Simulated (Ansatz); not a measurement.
SiNH3 (SMILES [N][SiH3]): methods side by side

The species is SiNH3 (5 atoms), meant as a triplet with charge 0. As SMILES, `[N][SiH3]`. Geometry: relaxed at GFN2-xTB.

```xyz
5

N    -1.5366    0.3343    0.4795
Si    0.0102   -0.0023   -0.0038
H     0.0649   -0.3132   -1.4454
H     0.5551   -1.1630    0.7272
H     0.9063    1.1442    0.2425
```

Quantity: the energy change with the Si2–H3 bond stretched from 1.476 to 2.214 Å, in eV. The values are calculated.

| level | kind | program | value (eV) | less FCI/STO-3G | CPU time (all runs) |
| --- | --- | --- | --- | --- | --- |
| UHF/STO-3G | Hartree–Fock | Ansatz | 3.16 | +0.47 | 0.24 s |
| USVWN5/STO-3G | LDA | Ansatz | 2.66 | -0.03 | 1.9 s |
| UB3LYP/STO-3G | global hybrid | Ansatz | 2.80 | +0.11 | 3.4 s |
| UCAM-B3LYP/STO-3G | range-separated hybrid | Ansatz | 3.00 | +0.31 | 4 s |
| UHSE06/STO-3G | range-separated hybrid | Ansatz | 2.92 | +0.23 | 4.4 s |
| RPA@PBE/STO-3G | RPA | Ansatz | 2.83 | +0.14 | 3.6 s |
| UMP2/STO-3G | perturbation theory | Ansatz | 3.22 | +0.53 | 0.24 s |
| UCCSDTQ/STO-3G | coupled cluster or CI | Ansatz | 2.69 | 0.00 | 47 s |
| FCI/STO-3G | exact in the basis | Ansatz | 2.69 | 0.00 | 2.5 s |

FCI/STO-3G is exact within its basis and frozen core, so for wave-function methods in that basis the difference is their error; functionals converge differently with the basis, so for them it is only a difference. The first shape isn't each level's own minimum. The values span 2.66 to 3.22 eV. Spin contamination of the reference (⟨S²⟩ at least 0.1 too high) touches UHF/STO-3G, UCAM-B3LYP/STO-3G, UHSE06/STO-3G, UMP2/STO-3G, UCCSDTQ/STO-3G. All rows use very small basis sets, so even the best lies far from the true value. Times are those of the runs behind each value, whatever else they computed, on shared processors of several kinds: orders of magnitude only.

Stretching the Si–H bond costs 2.69 eV in the exact treatment within this basis, and coupled cluster through quadruple excitations reproduces that value to the digits shown. Higher excitations therefore hardly matter for this energy difference. In a triplet silylnitrene the two unpaired electrons sit mainly in nitrogen p orbitals perpendicular to the Si–N axis. Lengthening an Si–H bond brings its σ and σ* orbitals closer in energy, so a further electron pair begins to uncouple alongside the existing open shell. Correlation thus becomes more important along the stretch, and a method that recovers too little of the increase makes the stretch too costly. Second-order perturbation theory does not repair the Hartree–Fock result here, probably because low-order corrections recover the spin recoupling of the weakening bond poorly. The close agreement of LDA with the exact value may be a cancellation of errors and does not establish it as reliable for Si–H cleavage. A single stretched point gives neither the bond dissociation energy nor the barrier to hydrogen migration from silicon to nitrogen.
